**Q:** I know where the atoms sit in bismuth selenide. This calculation also gives centres for something called Wannier functions. What are they, and why aren't all the centres on atoms?

**A:** Electrons in a crystal are usually described by waves that run through the whole solid. The waves of the filled bands can be recombined into compact functions, each holding one electron pair. Here the nine uppermost filled bands become nine such functions, three for each Se. The columns "function x", "function y" and "function z" give the mean position of each function, and "function spread" tells how far it extends around that position.

Maximally localised Wannier functions of Bi2Se3 from Se 4p trial orbitals, computed with Ansatz 0.2.0 (PBE, PAW, 420 eV plane-wave cutoff, 6×6×6 k mesh, no spin-orbit coupling) at the r2SCAN+rVV10 geometry. Centres x, y and z are cartesian, and on-site energies are measured from the top of the valence band.

```
row  function spread (angstrom^2)  function on site (eV)  function x (Å)  function y (Å)  function z (Å)
  1                         4.339               -2.46400           0.472          -0.272           6.723
  2                         4.339               -2.46400          -0.472          -0.272           6.723
  3                         4.339               -2.46400           0.000           0.545           6.723
  4                         4.339               -2.46400           0.472           0.272          22.540
  5                         4.339               -2.46400          -0.472           0.272          22.540
  6                         4.339               -2.46400           0.000          -0.545          22.540
  7                         4.520               -2.48100           0.000           0.000           0.000
  8                         4.520               -2.48100           0.000           0.000           0.000
  9                         4.520               -2.48100           0.000           0.000           0.000
```

Compare these positions with the Se atoms. The crystal is a stack of layers, each five atoms thick, and the three Se atoms listed for this cell come from three successive layers. A central Se is at the origin. Above it on the $z$ axis, at 6.27 Å, lies an outer Se on the lower face of the next layer, and at 23.0 Å one on the upper face of the layer after that. Rows 7–9 sit exactly on the central Se. Rows 1–3 belong to one outer Se and rows 4–6 to the other, and all six centres have moved off the nucleus, each towards the inside of its own layer.

**Q:** What pulls them there?

**A:** Look at the neighbours. An outer Se has three Bi atoms, all on the inner side, because its other side faces the gap to the next layer. Each of its three functions has moved sideways towards a different one of these Bi atoms. The natural reading is a polar bond: the pair lives mostly in a p orbital of Se but has a tail on one Bi, and the tail draws the mean position along.

The central Se has Bi on both sides. A p orbital there can put a tail on two opposite Bi atoms, and the two pulls cancel. So the first thing to ask about any such atom is whether its bonding partners stand on one side or on opposite sides.

**Q:** Is the tail on Bi something you see, or something you infer?

**A:** I infer it, though the same calculation offers a good hint. A hopping is the energy that couples two functions. One of 0.78 eV joins an outer and a central function that lie 5.2 Å apart with a Bi atom between them, while a pair only 3.7 Å apart has just 0.31 eV. The distance between centres doesn't settle the matter, since two functions that face each other across the gap between layers, with no Bi between them, also couple a little more strongly than the closer pair. But the Se nuclei of the 0.78 eV pair are about two bond lengths apart, which is far for direct contact, so the coupling most likely runs through the Bi orbital in between. That supports the picture of p orbitals lined up as Se–Bi–Se, but it doesn't measure how much of a pair sits on Bi.

**Q:** Can I estimate that share with pencil and paper?

**A:** Yes, from two energies. The first is $D$, the height of the Bi p level above the Se p level, which keeps the pair on Se. The second is $V$, the coupling between the two orbitals, which lets the pair spread onto Bi. For two coupled levels, the lower state has on Bi the share

$$w=\frac12\left(1-\frac{D}{\sqrt{D^2+4V^2}}\right).$$

With no coupling the share is zero and the centre stays on Se. With equal levels it is one half and the centre lies at mid-bond. If we neglect the charge in the overlap region, the centre lies at the fraction $w$ of the way from Se to Bi.

For $D$ I take the difference between the first ionisation energies of the two atoms, roughly 9.8 and 7.3 eV as I recall them. For two p orbitals pointing at each other, a common rule is $V\approx2.2\,\hbar^2/(mR^2)$, where $R$ is the bond length, $m$ the electron mass and $\hbar^2/m$ about 7.6 eV Å². A longer bond therefore means a weaker coupling and a smaller share on Bi.

**Q:** Work it out for one outer function.

**A:** Take row 3. The outer bond is 2.854 Å long, and the recalled energies give $D\approx2.5$ eV. Then

$$V\approx\frac{2.2\times7.6}{2.854^2}\approx2.1\ \text{eV},\qquad w\approx\frac12\left(1-\frac{2.5}{4.9}\right)\approx0.24.$$

About a quarter of the pair sits on Bi, so the centre should lie about a quarter of the way along the bond.

Now we need the direction. The Bi towards which this function points lies 2.39 Å from the Se along $y$ and 1.56 Å higher along $z$. Multiplying both by 0.24 gives a move of 0.57 Å along $y$ and 0.37 Å along $z$. The Se is at a height of 6.27 Å, so the centre should be at $y=0.57$ Å and $z=6.64$ Å. The table has 0.545 and 6.723 Å.

**Q:** And one of the central functions?

**A:** Row 7 takes one line. Whatever share $w'$ goes to the Bi on one side, symmetry sends the same share to the Bi on the other side, at the opposite bond vector $-\mathbf R$:

$$w'\mathbf R+w'(-\mathbf R)=0.$$

The centre stays on the nucleus, as the table has it. This doesn't make the central Se ionic or nonbonding. It may share a good deal of its electrons with Bi, but the centre can't reveal sharing that is equal on both sides.

**Q:** How good is the rule over the whole table?

**A:** For the six outer functions it misses the computed position by about 0.09 Å, roughly an eighth of the actual shift of 0.71 Å. A centre left on the nucleus would be wrong by that whole shift, and one placed at mid-bond by about as much. In this picture the pair is neither fully on Se nor equally shared, and the simple rule finds the right region between the two.

Don't count this as nine successes, though. The six outer functions are copies of one another by symmetry, and the three central ones have to come out right. The table therefore tests the estimate of $w$ on a single kind of bond. Neither worked row was used to set the constants, but one kind of bond can't tell you how the rule fares in other compounds.

**Q:** How much do I depend on your recalled energies?

**A:** Quite strongly. If $D$ is 1 eV larger, the estimated shift falls from 0.69 to 0.50 Å; if it is 1 eV smaller, the shift grows to 0.94 Å. An ionisation energy is only a stand-in for an orbital level in a solid. For a real Bi atom it also contains spin-orbit coupling, which this calculation leaves out. You should therefore trust the estimate to a few tenths of an ångström, and regard the closer agreement here as fortunate.

**Q:** Does the centre at least lie on the line from Se to Bi?

**A:** Not quite. The bond rises 33° above the plane of the layer, whereas the computed shift rises 40°. Small tails on the other two Bi neighbours, a few per cent of the pair on each, would be enough to explain this: their sideways pulls partly offset the main one, while their pulls along the layer normal add to it. Charge in the overlap region, some s character on Se or a part played by the filled s orbital of Bi could also tilt the shift and change its length. The rule leaves these out, and the table doesn't separate them.

**Q:** Could I use the same share to estimate the spread?

**A:** No, and the reason is instructive. On an outer Se the centre follows the tail, which keeps the spread around that centre down. On the central Se the centre can't follow two opposite tails, so the same share on Bi costs more spread. With $w=0.24$ for both kinds, the central functions should be broader by 0.78 Å², but the computed difference is only 0.18 Å².

The sign is right and the size is about four times too large. One weak point is the assumption of equal shares. The bond to the central Se is longer, about 3.1 Å, which weakens the coupling to each Bi, but a central orbital has two such partners, which works the other way. Each Bi orbital also serves an outer function on one side and a central function on the other, and a model of isolated pairs of atoms doesn't contain this competition. The table can't tell which of these matters most, or whether the Se parts of the two kinds of function differ in size as well.

**Q:** The column "function on site" looks like an energy for each kind of Se. Can I read from it which one binds its electrons more tightly?

**A:** It is the mean energy of each function, measured from the top of the filled bands. The two kinds differ by less than 0.02 eV. Each value belongs to the whole function, with its tail on Bi and the surroundings of that Se included, so it isn't the level of a bare Se p orbital. I wouldn't build a chemical argument on so small a difference.

**Q:** And could I go on from here to the band gap?

**A:** Not with these nine functions. They describe filled bands only, and the empty states above the gap, largely Bi p in character, are not among them. The missing spin-orbit coupling matters even more there, because in Bi2Se3 it is known to exchange the character of the band edges. What you can take from this set is a picture of where the bonding pairs sit.
